An electron pair in a valence shell is worth about 1 eV of correlation energy, roughly 100 kJ/mol. AsH3 has four such pairs: three bonds and one lone pair. Pulled apart, the same eight electrons form only one pair, the 4s pair of arsenic, beside three parallel p electrons and three lone electrons on hydrogen. Making the molecule therefore creates three pairs, and a method that neglects correlation must bind far too weakly.

The RHF row shows the size of this effect. Here and below, a negative error means that the atomization energy is too low relative to full quadruple excitations in the same basis.

Errors in the atomization energy of AsH3 (neutral singlet) against RCCSDTQ, computed with Ansatz 0.2.0 in the cc-pVDZ basis at the PBE0/def2-TZVP geometry. Correlated wave-function levels freeze the cores, including As 3d, and the valence active space holds 8 electrons in 7 orbitals. Relativity and zero-point energy are not included.

```
           level  this level less the reference (RCCSDTQ, same basis) (kJ/mol)
             RHF                                                       -224.84
            RMP2                                                        -42.21
            CISD                                                        -24.56
           RCCSD                                                         -7.88
        RCCSD(T)                                                         -1.19
         BCCD(T)                                                          0.42
          RCCSDT                                                         -0.22
       RCCSDT(Q)                                                          0.00
  CASSCF valence                                                        -87.18
  NEVPT2 valence                                                        -26.74
  MRCISD valence                                                         -6.80
MRCISD+Q valence                                                         -2.43
             PBE                                                         65.02
            BLYP                                                         76.13
          r2SCAN                                                         69.26
            PBE0                                                         53.52
           B3LYP                                                         82.32
         r2SCAN0                                                         57.37
         wB97M-V                                                         82.23
          B2PLYP                                                         46.41
         RPA-PBE                                                         16.97
```

RHF falls short by 225 kJ/mol, or 75 per bond, about a quarter of the whole atomization energy. The energies of the molecule and the atoms show where this number comes from. RHF puts the molecule 410 kJ/mol too high, close to the 1 eV per pair of the opening count, and the atoms 185 too high. The arsenic atom has more than one pair's worth because its one spin-down 4s electron also avoids the spin-up p electrons.

An atomization energy is thus a difference of two correlation energies, and the quality of a level depends on how evenly it treats both sides. Suppose that a level leaves out the same share m of the correlation energy in the molecule and in the atoms. Then

error = −m × (410 − 185) kJ/mol = −m × 225 kJ/mol

RMP2, which corrects RHF to second order, can be worked through. It leaves the molecule 84 kJ/mol too high, so m = 83.6/409.8 = 0.204, and the estimate is −0.204 × 225 = −46 kJ/mol. The table has −42. Only the RHF row sets the scale of 225; RMP2 supplies its molecular energy, and what is tested is whether its atoms miss the same share. They nearly do, so about half of the molecular error cancels.

RMP2 is the cheap step. It recovers about four fifths of what RHF lacks, at a formal cost that grows as the fifth power of the size of the system. What remains is still ten times the 4 kJ/mol that is usually called chemical accuracy. RMP2 suits a first survey, but not a thermochemical value that must stand alone.

The comparison of CISD with RCCSD teaches more than their two errors. Both use single and double excitations and both scale as the sixth power, yet CISD is 25 kJ/mol too low and RCCSD only 8. Coupled cluster adds the products of double excitations, in which two pairs are excited at the same time. A molecule with four pairs needs these products. The arsenic atom hardly does, because it has one spin-down valence electron and cannot excite two opposite-spin pairs at once.

This is where equal shares fail. CISD leaves out 7% of the correlation energy in the molecule but only 3% in the atoms, so less cancels than the formula assumes. For CISD the formula does even worse than the plain assumption that the atoms are already right. For the coupled-cluster rows it does somewhat better than that assumption, but there both miss by less than 3 kJ/mol. The argument also gives the direction for neighbouring cases: the more electron pairs a molecule has, the more CISD loses against its atoms. For atomization energies RCCSD is the better use of the same formal scaling.

RCCSD(T) adds an estimate of triple excitations and raises the atomization energy by 7 kJ/mol. Its error is then −1.2 kJ/mol, inside chemical accuracy. Solving for the triples in full, as RCCSDT does, brings only 1 kJ/mol more. The steps thus shrink from tens to a few to about one kJ/mol, as expected for a molecule that a single determinant describes well.

The price moves the other way. When the molecule doubles in size, the formal cost of RCCSD(T) rises by a factor of 128, and that of full quadruples by 1024. For this molecule, quadruples serve to check the cheaper levels, not to produce routine values. Effort beyond RCCSD(T) is better spent on a larger basis: twice as many empty orbitals for the same electrons cost it a factor of about 2⁴ = 16.

BCCD(T), the variant with Brueckner orbitals, seems to do better still, with an error of only 0.4 kJ/mol. For the molecule, however, it gives the same energy as RCCSD(T) to within 0.1 kJ/mol. The gap of 1.6 kJ/mol between the two rows arises in the atoms. The smaller error is a cancellation and no reason to prefer the method.

The levels built on a valence active space need a different reading. CASSCF lets the eight electrons spread over seven orbitals, the four occupied ones and three antibonding partners. This gains 138 kJ/mol over RHF, nearly all of it in the molecule. The quartet ground state of arsenic has only one configuration within 4s and 4p, so the atom gains nothing. CASSCF therefore treats the two sides unevenly, and its remaining error of −87 kJ/mol is no measure of how well it describes the bonds.

Adding the correlation outside the active space repairs most of this. NEVPT2, the second-order correction, is still 27 kJ/mol too low, and MRCISD comes to −7, close to RCCSD. The size correction in MRCISD+Q brings the molecule to within 0.5 kJ/mol, and its error of −2.4 comes from atoms that lie too low. The cost of the active space grows exponentially with its size. For AsH3 near its equilibrium shape that effort buys nothing over RCCSD(T); it pays when bonds are stretched until one determinant no longer suffices.

The seven density functionals from PBE to wB97M-V all lie above the reference, from 54 kJ/mol for PBE0 to 82 for B3LYP and wB97M-V. It would be wrong to conclude that they overbind AsH3 in nature by that much. The reference belongs to a small basis, and wave-function correlation converges slowly with basis size, because orbitals describe poorly how two electrons avoid each other at short range. A functional takes its correlation energy from the density and converges much faster. Most of the offset is therefore probably a basis deficit of the reference, though only a larger basis could prove it.

B2PLYP and RPA lie closer to the reference, at 46 and 17 kJ/mol. Both contain correlation computed from empty orbitals, so they should share part of the slow convergence. Their smaller offsets fit this picture but do not make them the better methods. Ranking any of these rows by accuracy needs a reference near the basis limit, and a comparison with experiment also needs zero-point energy and relativity.

Differences among the functionals are safer to read, since much of the common offset drops out. The seven functionals from PBE to wB97M-V span 29 kJ/mol, about 10 per bond. Replacing a quarter of the exchange by exact exchange lowers the atomization energy by about 12 kJ/mol, both from PBE to PBE0 and from r2SCAN to r2SCAN0. Both hybrids keep the full correlation part of their parent functional, so the change comes from exchange: the approximate exchange favours the molecule over the atoms more than exact exchange does. The shortfall of RHF is a different matter, since it comes from missing correlation. B3LYP lies 6 kJ/mol above BLYP, but that step also changes the other parts of the functional.

What accuracy is needed depends on the use. Arsine supplies arsenic in the growth of III-V semiconductors and in the doping of silicon, where it must break down on or near a hot surface. At 900 K the thermal energy RT is about 7.5 kJ/mol. A third of the RMP2 error, 14 kJ/mol per bond, would change a Boltzmann factor by exp(14/7.5), a factor between six and seven. A third of the RCCSD error changes it by a factor of 1.4.

These factors are averages over three bonds, not errors of a first bond or of a barrier on a surface. Within one basis, they suggest that a model which has outgrown RHF gains most from the step from second order to coupled cluster. The basis may matter just as much: if most of the functionals' offset is a basis deficit, as argued above, that deficit is comparable to the whole RMP2 error or larger. Even a coupled-cluster value for modelling therefore needs a larger basis than this one. The triples are worth their price when a value must reach chemical accuracy. In a basis as small as this one, an error of 1 kJ/mol against full quadruples says how well the electrons are correlated within the basis, not how close the result is to nature.

Output of the analysis:

```
Energy above RCCSDT(Q) in kJ/mol and missing share in percent (zeros from PBE down mean no data):
               row  molecule   atoms  molecule %  atoms %  equal-share error  model less table
               RHF     409.8     185         100      100             -224.8                 0
              RMP2     83.56   41.35       20.39    22.35             -45.84            -3.632
              CISD     30.35   5.794       7.407    3.132             -16.65             7.907
             RCCSD     10.42   2.541       2.543    1.374             -5.717             2.163
          RCCSD(T)     1.823   0.633      0.4448   0.3422                 -1            0.1899
           BCCD(T)       1.8    2.22      0.4393      1.2            -0.9878            -1.408
            RCCSDT    0.3609  0.1409     0.08805  0.07615             -0.198           0.02202
         RCCSDT(Q)         0       0           0        0                  0                 0
    CASSCF valence     274.2     187        66.9    101.1             -150.4            -63.23
    NEVPT2 valence     67.66   40.92       16.51    22.12             -37.12            -10.38
    MRCISD valence     12.68   5.878       3.093    3.177             -6.955           -0.1554
  MRCISD+Q valence   -0.4443  -2.874     -0.1084   -1.554             0.2438             2.674
               PBE         0       0           0        0                  0                 0
              BLYP         0       0           0        0                  0                 0
            r2SCAN         0       0           0        0                  0                 0
              PBE0         0       0           0        0                  0                 0
             B3LYP         0       0           0        0                  0                 0
           r2SCAN0         0       0           0        0                  0                 0
           wB97M-V         0       0           0        0                  0                 0
            B2PLYP         0       0           0        0                  0                 0
           RPA-PBE         0       0           0        0                  0                 0
RHF shortfall as share of the reference atomization energy in percent: 26.8
Share of the RHF shortfall recovered by RMP2 in percent: 81.23
Step RCCSD to RCCSD(T) in kJ/mol: 6.69
Step RCCSD(T) to RCCSDT in kJ/mol: 0.97
BCCD(T) less RCCSD(T) in kJ/mol: 1.61
Gain of CASSCF over RHF in kJ/mol: 137.7
Spread of the seven functionals PBE to wB97M-V in kJ/mol: 28.8
PBE0 less PBE in kJ/mol: -11.5
r2SCAN0 less r2SCAN in kJ/mol: -11.89
B3LYP less BLYP in kJ/mol: 6.19
Rms miss of equal shares for CISD to RCCSDT in kJ/mol: 3.721
Rms miss of no cancellation for CISD to RCCSDT in kJ/mol: 3.013
Boltzmann factor at 900 K for a third of the RMP2 error: 6.555
Boltzmann factor at 900 K for a third of the RCCSD error: 1.421
Formal cost factor of CCSD(T) when the molecule doubles: 128
Formal cost factor of CCSDTQ when the molecule doubles: 1024
```
